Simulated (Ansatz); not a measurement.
## The HOMO–LUMO gap down a group: F to I

One atom is swapped for its congeners: BH(CH3)F; BH(CH3)Cl; BH(CH3)I. The Br member is missing. All are singlets with charge 0.

Shapes, held fixed at every level: PBE0-D4/def2-TZVP. Programs: Ansatz 0.2.0. Values in eV.

Question: How should the HOMO–LUMO gap change along the series?

Answer: At wB97X-V/def2-TZVPP the HOMO–LUMO gap falls at every step, from 13.27 to 10.18 eV. Every level shows the same order. For atoms past krypton def2 sets carry core potentials with scalar relativity. Orbital gaps aren't excitation energies, and the LUMO depends on the basis.

```tsv
level	BH(CH3)F	BH(CH3)Cl	BH(CH3)I
PBE-D4/def2-TZVPP	5.92	4.86	3.71
B3LYP-D4/def2-TZVPP	8.06	6.81	5.34
BHLYP-D4/def2-TZVPP	11.06	9.63	7.78
PBE0-D4/def2-TZVPP	8.52	7.25	5.76
r2SCAN0-D4/def2-TZVPP	9.02	7.67	6.12
wB97X-V/def2-TZVPP	13.27	11.94	10.18
```

The narrowing from fluorine to iodine fits a halogen lone pair that climbs in energy as the valence p shell becomes larger and less tightly bound. In the iodide the HOMO is probably mostly iodine 5p, whereas in the fluoride the fluorine lone pairs lie deep and the B–C and B–H σ bonds likely supply much of it. The acceptor side should work in the same direction: the formally empty boron p orbital is pushed up by π donation from the halogen, which is most effective for the compact fluorine 2p shell and weakens with poorer overlap down the group.

The drop from Cl to I spans two periods yet is less than twice that from F to Cl in every row, consistent with the special position of the second-period halogen. The order is robust, but the size of the gap is not: for the fluoride it runs from 5.92 to 13.27 eV, probably mainly reflecting the treatment of exchange. Gaps alone can't apportion the narrowing between a rising HOMO and a falling LUMO.
